# Electrode polarisation with blocking electrodes (Macdonald–Coelho model)

An ionic conductor between two metal plates that exchange no ions shows an apparent low-frequency permittivity far above that of its lattice. The carriers pile up in thin layers at the plates, and these layers act as large capacitors in series with the bulk resistance. The model below goes back to J. R. Macdonald (1953) and was later recast as a dielectric relaxation by R. Coelho.

## 1. Premises and conventions

- A homogeneous slab fills $-L/2\le x\le L/2$; all fields depend on $x$ only.
- The lattice has a real, frequency-independent relative permittivity $\varepsilon_b$, and $\varepsilon\equiv\varepsilon_0\varepsilon_b$.
- Signals vary as $e^{i\omega t}$. The apparent relative permittivity is $\varepsilon^*=\varepsilon'-i\varepsilon''$ and $\tan\delta=\varepsilon''/\varepsilon'$.
- The carriers are dilute and obey the Einstein relation. They are not generated, trapped or recombined.
- Without a signal the slab is neutral and field-free up to the electrodes (flat bands).
- Both electrodes block completely: no carrier flux at $x=\pm L/2$.
- The signal is small enough to linearise.

Two sets of carriers are covered. In case A one species of charge $ze$ and density $n_0$ moves in a fixed compensating background. This fits Fe-doped SrTiO$_3$, where oxygen vacancies ($z=2$) move and the Fe$^{3+}$ acceptors on Ti sites do not. In case B, the classic one, univalent cations and anions have density $n_0$ each and the same diffusion coefficient.

## 2. Linearised Poisson–Nernst–Planck equations

**Case A.** The particle flux is drift plus diffusion, $\Gamma=\mu nE-D\,\partial_x n$, with $\mu=zeD/k_BT$. Put $n=n_0+\delta n$. The product $\delta n\,E$ is of second order and is dropped. With $\rho=ze\,\delta n$ the conduction current density $J=ze\Gamma$ is

$$J=\sigma E-D\,\partial_x\rho,\qquad \sigma=\frac{z^2e^2n_0D}{k_BT}. \tag{1}$$

**Case B.** The fluxes are $\Gamma_\pm=\pm\mu n_0E-D\,\partial_x\delta n_\pm$ with $\mu=eD/k_BT$. Their difference gives Eq. (1) with $\rho=e(\delta n_+-\delta n_-)$ and $\sigma=2e^2n_0D/k_BT$. In their sum the drift terms cancel, so $\delta n_++\delta n_-$ obeys a plain diffusion equation with zero flux at both walls and no source, and stays zero. This is where equal mobilities are needed.

Charge conservation and Gauss's law close the system:

$$i\omega\rho=-\partial_xJ,\qquad \varepsilon\,\partial_xE=\rho. \tag{2}$$

Define the dielectric relaxation time and the Debye length,

$$\tau=\frac{\varepsilon}{\sigma},\qquad L_D^2=D\tau. \tag{3}$$

Equation (1) turns this into $L_D^2=\varepsilon k_BT/(z^2e^2n_0)$ in case A and $\varepsilon k_BT/(2e^2n_0)$ in case B; $D$ cancels. Inserting Eq. (1) in the first of Eqs. (2) and using the second gives $i\omega\rho=-\rho/\tau+D\,\partial_x^2\rho$, or

$$\partial_x^2\rho=\kappa^2\rho,\qquad \kappa=\frac{\sqrt{1+i\omega\tau}}{L_D},\quad \mathrm{Re}\,\kappa>0. \tag{4}$$

## 3. Solution

The general solution is $\rho=A\sinh\kappa x+B\cosh\kappa x$. Integrating the first of Eqs. (2) across the slab, with $J=0$ at both walls, shows that the total charge vanishes, so $B=0$. Gauss's law then gives

$$E(x)=E_0+\frac{A}{\varepsilon\kappa}\cosh\kappa x, \tag{5}$$

with an integration constant $E_0$. Introduce

$$M=\frac{L}{2L_D},\qquad Y=\frac{\kappa L}{2}=M\sqrt{1+i\omega\tau}. \tag{6}$$

The blocking condition $J(\pm L/2)=0$ reads

$$\sigma E_0+\frac{A\cosh Y}{\kappa}\left(\frac{\sigma}{\varepsilon}-D\kappa^2\right)=0 .$$

By Eqs. (3) and (4), $\sigma/\varepsilon=1/\tau$ and $D\kappa^2=(1+i\omega\tau)/\tau$, so the bracket equals $-i\omega$. Hence $A/(\varepsilon\kappa)=E_0/(i\omega\tau\cosh Y)$ and

$$E(x)=E_0\left[1+\frac{\cosh\kappa x}{i\omega\tau\cosh Y}\right]. \tag{7}$$

The applied voltage, the left plate relative to the right, is the integral of the field. Since $\int_{-L/2}^{L/2}\cosh\kappa x\,dx=2\sinh Y/\kappa=L\sinh Y/Y$,

$$V=E_0L\left[1+\frac{\tanh Y}{i\omega\tau\,Y}\right]. \tag{8}$$

The charge per area on the left plate is $Q=\varepsilon E(-L/2)=\varepsilon E_0(1+1/i\omega\tau)$. The external circuit carries $i\omega Q$. This equals the total current $J+i\omega\varepsilon E$, which Eqs. (2) make independent of $x$ and which is pure displacement current at the walls. An impedance analyser converts it to a permittivity through the empty-cell capacitance, $Q/V=\varepsilon_0\varepsilon^*/L$. Dividing $Q$ by Eq. (8) and multiplying numerator and denominator by $i\omega\tau$:

$$\boxed{\;\varepsilon^*(\omega)=\varepsilon_b\,\frac{1+i\omega\tau}{i\omega\tau+\tanh Y/Y}\;} \tag{9}$$

The impedance of unit area, $Z=L/(i\omega\varepsilon_0\varepsilon^*)$, is

$$Z=\frac{L}{\sigma(1+i\omega\tau)}\left[1+\frac{\tanh Y}{i\omega\tau\,Y}\right]. \tag{10}$$

The first term is the bulk resistance in parallel with the geometric capacitance; the second comes from the two space-charge layers.

## 4. Limits

**Static.** At $\omega=0$, $Y=M$ and

$$\varepsilon^*(0)=\varepsilon_b\,M\coth M. \tag{11}$$

For $M\ll1$ this is $\varepsilon_b(1+M^2/3)$: a slab thinner than $L_D$ hardly screens. For $M\gg1$ it is $M\varepsilon_b$, a capacitance per area $C=\varepsilon/2L_D$, which is two layers of $\varepsilon/L_D$ in series. The growth with $L$ is the signature: $\varepsilon^*(0)$ belongs to the cell, not the material.

**Thick cell.** Write $s=\omega\tau$. Because $\mathrm{Re}\,Y\ge M$, $\tanh Y=1$ up to terms of order $e^{-2M}$. Next replace $1/Y$ by $1/M$. For $s\ll1$ the difference is $-is/2M$, at most a fraction $1/2M$ of the denominator $is+1/M$; for $s\gtrsim1$ both are of order $1/M$ against $s$. The replacement therefore changes $\varepsilon^*$ by a fraction of order $1/M$ at all frequencies, and

$$\varepsilon^*\simeq\varepsilon_b\frac{1+is}{is+1/M}=\varepsilon_b+\frac{(M-1)\,\varepsilon_b}{1+i\omega\tau_{EP}},\qquad \tau_{EP}=M\tau. \tag{12}$$

This is a Debye relaxation. Its time is the product of the bulk resistance $L/\sigma$ and the series capacitance $\varepsilon/2L_D$; equivalently $\tau_{EP}=LL_D/2D$. The loss $\varepsilon''$ peaks at $\omega=1/\tau_{EP}$.

**Loss tangent.** Write the denominator of Eq. (9) as $p+iq$ with real $p,q$. Multiplying by its conjugate gives $\varepsilon^*\propto(p+qs)-i(q-ps)$, so

$$\tan\delta=\frac{q-ps}{p+qs}. \tag{13}$$

Equation (12) has $p=1/M$, $q=s$, so $\tan\delta=(M-1)s/(1+Ms^2)$. The derivative vanishes at $Ms^2=1$, where $\tan\delta=(M-1)/2\sqrt M$. To leading order

$$\omega_\delta=\frac{1}{\tau\sqrt M}=\frac{1}{\sqrt{\tau\,\tau_{EP}}},\qquad \tan\delta_{\max}=\frac{\sqrt M}{2}. \tag{14}$$

The $-1$ in $M-1$ is of the order already neglected, so the first correction needs Eq. (9). Expand $1/Y=(1-is/2-3s^2/8+\dots)/M$ and count $s^2\sim1/M$. Then $q-ps=s(1-3/2M)$ and $p+qs=1/M+s^2(1-7/8M)$, each to relative order $1/M$. A function $as/(b+cs^2)$ has its maximum $a/2\sqrt{bc}$ at $s^2=b/c$, which gives

$$\tan\delta_{\max}=\frac{\sqrt M}{2}\left(1-\frac{17}{16M}\right),\qquad (\omega_\delta\tau)^2=\frac1M\left(1+\frac{7}{8M}\right). \tag{15}$$

Within the model, the height of the peak yields $M$, hence $L_D$ and $n_0$; its position yields $\tau$, and $D=L_D^2/\tau$ follows.

**High frequency.** For $\omega\gg1/\tau_{EP}$, Eq. (12) gives $\varepsilon''\to\sigma/\omega\varepsilon_0$ to leading order in $1/M$: the conductivity plateau. The small excess of the real part is not Debye-like once $s\gg1$. From Eq. (9), $\varepsilon^*/\varepsilon_b-1=(1-1/Y)/(is+1/Y)$, whose leading real term is $\mathrm{Re}(i/sY)$. With $Y\simeq M\sqrt s\,e^{i\pi/4}$ this gives $\varepsilon'-\varepsilon_b\simeq\varepsilon_b/(\sqrt2\,Ms^{3/2})$, whereas Eq. (12) falls as $s^{-2}$.

## 5. Range of validity

**Amplitude and flat bands.** Both can be judged from the static nonlinear layer of case A. With the potential $\phi$ measured from the bulk and $u=ze\phi/k_BT$, the Boltzmann density $n_0e^{-u}$ gives $\varepsilon\phi''=zen_0(1-e^{-u})$. Multiplying by $\phi'$ and integrating from the bulk to the wall, where $u=u_0$, gives $Q^2=(\varepsilon\phi')^2=2\varepsilon k_BTn_0(e^{-u_0}-1+u_0)$. Differentiating $Q$, which has the sign of $u_0$, with respect to the wall potential gives the capacitance of one layer:

$$C_1=\frac{\varepsilon}{L_D}\,g(u_0),\qquad g(u_0)=\frac{|1-e^{-u_0}|}{\sqrt{2(e^{-u_0}-1+u_0)}}=1-\frac{u_0}{3}+\dots \tag{16}$$

At low frequency each layer takes $V/2$, so linearity requires $V/2\ll k_BT/ze$. The first-order changes of the two layers have opposite signs and cancel in series. A built-in potential does not cancel: it gives both walls the same $u_0$, and for strong depletion $g\simeq1/\sqrt{2(u_0-1)}$. The series picture then survives, as long as the layers are thin against $L$, with $M$ replaced by $gM$ in $\varepsilon^*(0)$, $\tau_{EP}$ and Eq. (14).

**Compact layer.** An interface capacitance $C_i$ in series multiplies $C_1$ by $1/(1+C_1/C_i)$.

**Unblocked carriers.** Holes pass metal electrodes. Treated crudely as a parallel leak $\sigma_e$, they add $\sigma_e/\omega\varepsilon_0=(\sigma_e/\sigma)\,\varepsilon_b/s$ to $\varepsilon''$. At $\omega=1/\tau_{EP}$ this is $2\sigma_e/\sigma$ times the Debye peak $M\varepsilon_b/2$, and for $\sigma_e\ll\sigma$ it dominates below $\omega\tau_{EP}\approx\sqrt{\sigma_e/\sigma}$. The model needs $\sigma_e\ll\sigma$. Oxidised Fe-doped SrTiO$_3$ is typically a mixed conductor that violates this; holes and vacancies then diffuse together and add a slow stoichiometry polarisation absent from Eq. (9). Two blocked species of unequal mobility likewise couple charge and total density.

**Continuum and dilution.** $L_D$ must span many unit cells and exceed $l_B=z^2e^2/4\pi\varepsilon k_BT$. The Debye–Hückel activity coefficient $\ln\gamma=-l_B/2L_D\propto\sqrt{n}$ gives $d\ln\gamma/d\ln n=-l_B/4L_D$, an estimate of the relative change of $L_D^2$. Fe–vacancy association, grain boundaries, rough electrodes and oxygen exchange at the electrodes lie outside the premises.

## 6. Illustration: oxygen vacancies in Fe-doped SrTiO$_3$ at 600 K

**Inputs.**

- Doping: 0.1 % of the Ti sites, all taken as Fe$^{3+}$. With the compiled room-temperature lattice constant $a=3.905$ Å (Zhang 2017), $n_{\rm Fe}=0.001/a^3=1.68\times10^{25}$ m$^{-3}$, and neutrality gives $n_0=n_{\rm Fe}/2=8.40\times10^{24}$ m$^{-3}$. Thermal expansion, typically about 1 % in volume up to 600 K, is ignored.
- Permittivity: the relevant value is the static one of the lattice. The compiled room-temperature value 310 (Hong 2013), assigned to 300 K, is scaled by a Curie–Weiss law with an approximate $T_0=30$ K: $\varepsilon_b=310\,(300-30)/(600-30)=147$.
- Vacancy diffusion coefficient: a typical $D=3\times10^{-12}$ m$^2$ s$^{-1}$, uncertain by a factor of a few. It sets all times but none of the amplitudes.

The rounded $n_0$ and $\varepsilon_b$ are used from here on. Three figures are kept only to follow the arithmetic.

**Material scales of the model.** $k_BT/2e=25.9$ mV, $\sigma=3.12\times10^{-4}$ S m$^{-1}$, $L_D=3.54$ nm, $\tau=4.17$ µs, $\varepsilon/L_D=0.368$ F m$^{-2}$ and $C=\varepsilon/2L_D=0.184$ F m$^{-2}$.

**Two cells**, a crystal plate and a film of the kind found in metal–oxide–metal memory stacks:

| quantity | $L=0.5$ mm | $L=200$ nm |
|---|---|---|
| $M$ | $7.07\times10^{4}$ | 28.3 |
| $\varepsilon^*(0)$, Eq. (11) | $1.04\times10^{7}$ | $4.16\times10^{3}$ |
| $\tau_{EP}$ (s) | 0.295 | $1.18\times10^{-4}$ |
| $1/2\pi\tau_{EP}$ (Hz) | 0.540 | $1.35\times10^{3}$ |
| $\omega_\delta/2\pi$, Eq. (14) (Hz) | 144 | $7.18\times10^{3}$ |
| $\tan\delta_{\max}$, Eq. (14) | 133 | 2.66 |
| $\tan\delta_{\max}$, Eq. (15) | 133 | 2.56 |

For the plate, $L/\sigma=1.60\ \Omega$ m$^2$ times $C$ reproduces $\tau_{EP}$. For the film, numerical maximisation of Eq. (9) gives $\tan\delta_{\max}=2.56$ at 7.3 kHz, so Eq. (14) is 4 % too high in the peak height.

**Size of the neglected effects.** The Debye length spans 9 unit cells. With $l_B=0.76$ nm, $l_B/L_D=0.21$ and the dilution estimate is 5 %. An amplitude of 10 mV means $u_0=0.19$ and a change of 6 % in each layer, cancelling to first order. A compact layer of approximately 1 F m$^{-2}$, a typical order of magnitude for metal–perovskite contacts, multiplies the flat-band $C_1$ by 0.73.

The flat-band premise is the weakest. Interfaces of acceptor-doped SrTiO$_3$ typically carry a positive built-in potential of roughly 0.5 V that depletes vacancies. Then $u_0=19.3$ and Eq. (16) gives $g=0.165$, an effective layer thickness $L_D/g=21$ nm. For the plate, $C$ drops to 0.030 F m$^{-2}$, $\tau_{EP}$ to 0.049 s and $\tan\delta_{\max}$ to 54. The table thus holds the flat-band model's numbers, not the material's. For a typical depleted contact it overshoots the capacitance and $\tau_{EP}$ about sixfold, and a flat-band fit, in which $n_0\propto L_D^{-2}$, would return a vacancy density too low by $1/g^2=37$.